Crystals of the In–B system, computed with Ansatz 0.2.0 using the PBE functional without dispersion correction, PAW and a plane-wave cutoff of 420 eV. Cells and atoms were relaxed within the starting symmetry. Energies are uncorrected and relative to the elements' standard states; a negative margin means a stable phase.

| formula | found from | space group number | energy over the elements (eV/atom) | margin over the best mixture of the other phases (eV/atom) |
| --- | --- | --- | --- | --- |
| InB3 | swapped species | 148 | 0.340 | 0.341 |
| InB2 | swapped species | 65 | 0.521 | 0.522 |
| In2B | swapped species | 152 | 0.776 | 0.777 |
| In3B | database cell | 221 | 0.890 | 0.891 |
| InB | database cell | 65 | 1.359 | 1.360 |
| InB5 | swapped species | 216 | 1.817 | 1.817 |

In each of the six compositions, the more stable competitor is the unreacted pair, solid indium beside solid boron. The energy over the elements is what a crystal costs, per atom, compared with that pair. The margin compares the crystal with the best mixture of the other computed phases, and a positive value means that the crystal would lower its energy by falling apart. The two columns agree to about 0.001 eV per atom, so the best mixture is in effect the elements themselves. Even the closest contender, InB3, lies 0.341 eV per atom too high.

The order among the crystals looks odd at first. InB3 and InB5 are both rich in boron, yet they stand at opposite ends of the table. In3B, with little boron, appears milder than InB. The order becomes easier to read once the cost is charged to the boron atoms instead of being spread over all atoms.

**What a separated boron atom costs**

Solid boron is held together by a covalent network with bonds of roughly 1.7 to 1.9 Å. Indium is a soft metal whose atoms are bound much more weakly. Taking a boron atom out of its solid and setting it free costs roughly 6 eV, a rounded textbook figure. Placing that atom among indium atoms returns part of this energy through new In–B bonds, and what is not returned, together with any bonding that the indium loses, appears as the energy over the elements.

In3B and InB come close to the limit of fully separated boron. Each has a single boron atom in its primitive cell, so the nearest boron neighbour is a whole lattice vector away, more than 3 Å in both. In2B is counted with them, because its cell length and symmetry keep boron atoms about 2.2 Å apart or more, although near that lower limit a weak, stretched contact could remain. These spacings come from the relaxed cells. At such distances no boron atom in these three crystals can form a normal bond to another.

In this limit the simplest estimate gives every boron atom the same cost $c$ and lets indium pay nothing. If $x$ is the fraction of atoms that are boron, the energy over the elements per atom is

$$E = c\,x .$$

Fitted to the three crystals with separated boron, $c$ is 2.7 eV per boron atom, with an uncertainty of about 0.3 eV. That is a little under half the cost of a free boron atom, which is plausible if In–B bonds make up the rest. The formula misses In3B by 0.2 eV per atom, so it gives the scale of the cost and not a precise energy.

The formula also explains why In3B looks mild. Per atom it lies 0.47 eV below InB, but only a quarter of its atoms are boron, against half in InB. Per boron atom the order turns round, with 3.56 eV for In3B and 2.72 eV for InB. The low value per atom is dilution by indium and not better bonding.

The cost per boron atom has a direct meaning for a process with indium in excess. There In3B can turn into InB and release two indium atoms, which return to the metal at no cost. The difference of 0.84 eV per boron atom is the energy released in that step. By the same measure InB3 is the cheapest of the six crystals, at 0.45 eV per boron atom, although plain boron beside indium is cheaper still.

**Where boron can keep its neighbours**

The opposite limit is a crystal in which boron keeps its network almost intact and indium merely sits beside or between the pieces. Its cost per boron atom would then be small, provided that the indium keeps most of its own bonding too. InB3 lies towards this limit. If its boron atoms were as isolated as those of InB, the formula would give

$$E = 2.74\ \text{eV} \times 0.75 \approx 2.06\ \text{eV per atom}.$$

The calculation gives 0.34 eV. InB3 took no part in the fit, and the large miss shows that the price of separated boron does not apply to it. The likely reason is that boron atoms bond to one another in this crystal. Its cell holds six boron atoms and its symmetry allows them to come close, but the bonding is inferred here from the energy and not from measured distances in the structure. InB2 fits the same picture: its cell holds two boron atoms, and it costs only 0.78 eV per boron atom.

InB5 fits this picture badly. It has the most boron of the six and still costs 2.18 eV per boron atom, only slightly less than In2B. Its atoms follow the pattern of a close-packed intermetallic compound, in which four of every five boron atoms stand in straight rows with two alternating gaps that average about 2.2 Å. In the relaxed crystal the gaps are about 1.8 and 2.6 Å. The shorter one is a normal boron bond, so these atoms do have close boron neighbours, and stretched spacing alone cannot explain the high energy. Contact between boron atoms is therefore not enough to make a crystal cheap. The arrangement as a whole may matter, since it is the pattern of a metallic compound and not boron's own network, but no calculation here isolates the cause.

Composition alone therefore does not set the order. A smooth mixing energy proportional to $x(1-x)$, fitted to the same three crystals, describes them somewhat less well than the count of boron atoms: when each crystal is left out in turn, the typical error is 0.30 against 0.18 eV per atom. Outside the fit it puts InB3 too high by 0.53 eV per atom and InB5 too low by 1.2 eV per atom. The cost of separated boron is too high for all three crystals outside its fit, which is the direction expected if boron contacts recover some of the lost energy, although in InB5 they would recover only about a fifth of it. The printed analysis after this section gives both comparisons.

**How safe the verdict is**

That the elements win is much safer than the order of the crystals among themselves. Tests by the makers of the data on other systems put the numerical uncertainty for metals at about 4 meV per atom. It was not measured for these crystals, but the smallest margin is about 85 times larger. The density functional is the greater concern, because a metal, a covalent solid and a mixed crystal are compared and their errors need not cancel. Errors of such formation energies are often of the order of 0.1 eV per atom, which could narrow the margin of InB3 but would not close it.

The ranking of neighbouring crystals deserves less trust. In2B and In3B differ by only 0.11 eV per atom, which an error of the functional could overturn. The choice of structure matters even more, since each formula is represented by one crystal and the relaxation kept the symmetry of its starting structure. A crystal relaxed in this way can end at a saddle point, from which a distortion that breaks the symmetry would lower the energy further. All six are invented crystals, made by swapping species in known structures. For In3B and InB, the label "database cell" in the table should not be read as a known In–B compound: boron replaced yttrium in YIn3 to give the first, and half of the atoms in indium to give the second. In InB and In3B the small repeating cell holds the boron atoms apart: with one boron atom per cell, two of them can never move together to form a pair.

A comparison at equal composition shows how much structure can matter. Indium and boron in equal numbers can be arranged as InB3 plus leftover indium, with two thirds of the atoms in InB3. The cost is then $0.340 \times 2/3 \approx 0.227$ eV per atom, against 1.359 eV for the InB crystal. The high value of InB thus belongs to that particular crystal and is not the lowest cost of the composition. Even the better arrangement remains above the separated elements.

**What would reverse it**

For a compound to win, its energy would have to fall by more than its margin. For InB3 this means $4 \times 0.341 \approx 1.36$ eV per formula unit. A structure that keeps more of boron's own bonding is the most direct way to lower the energy, and a larger cell with less symmetry would give the atoms the freedom to find it. Yet keeping the bonding of both elements intact only brings the cost down to zero. To win, a compound would also need In–B bonds that give back more than the two solids lose. Known phases that may be absent from the comparison cannot help these six crystals, because a further competitor can only raise their margins or leave them unchanged.

Heat is a poor lever. Suppose, generously, that the InB3 crystal had an entropy advantage of one Boltzmann constant per atom over the elements. The temperature needed to cancel its margin would still be close to 4000 K. Indium melts at roughly 430 K, and its liquid has more entropy than indium bound in a crystal, so melting strengthens the side that is already ahead.

For a process engineer the practical reading is that none of these six crystals should form from indium and boron at equilibrium under ordinary pressure. For a related crystal, the useful first question is whether its boron atoms can reach one another at their normal bond length. If they cannot, a cost of two to four electronvolts per boron atom is the range found here, and a low energy per atom may only mean that there is little boron in the cell. If they can, a low cost is possible but not assured: InB5 has boron bonds of normal length and is still expensive.

Output of the analysis:

```
Cost of the crystals:
   row  boron fraction  eV per boron atom  InB3 plus element in eV per atom  cell above that mixture in eV per atom
  InB3            0.75             0.4533                              0.34                                       0
  InB2          0.6667             0.7815                            0.3022                                  0.2188
  In2B          0.3333              2.328                            0.1511                                  0.6249
  In3B            0.25               3.56                            0.1133                                  0.7767
   InB             0.5              2.718                            0.2267                                   1.132
  InB5          0.8333               2.18                            0.2267                                    1.59
Smallest B-B spacing that symmetry allows in In2B, A: 2.165
Mean of the two alternating B-B gaps in InB5, A: 2.19
In3B less InB, eV per atom: -0.469
In3B less InB, eV per boron atom: 0.842
Smallest margin, eV per formula unit of InB3: 1.364
Smallest margin over the mesh noise of 0.004 eV per atom, ratio: 85.25
Smallest step between neighbours in the order, eV per atom: 0.114
Temperature at which one k_B per atom would cancel the smallest margin, K: 3957
fit of result_over_elements on 3 rows (apart == 1): coefficient of xB 2.74 +/- 0.27; rms 0.143, worst In3B -0.205, leave-one-out rms 0.176
  rows outside the fit (model, value, miss): InB3 2.055, 0.34, 1.71; InB2 1.827, 0.521, 1.31; InB5 2.283, 1.817, 0.466
fit of result_over_elements on 3 rows (apart == 1): coefficient of mixing 4.618 +/- 0.6; rms 0.187, worst In2B 0.25, leave-one-out rms 0.3
  rows outside the fit (model, value, miss): InB3 0.8659, 0.34, 0.526; InB2 1.026, 0.521, 0.505; InB5 0.6414, 1.817, -1.18
```
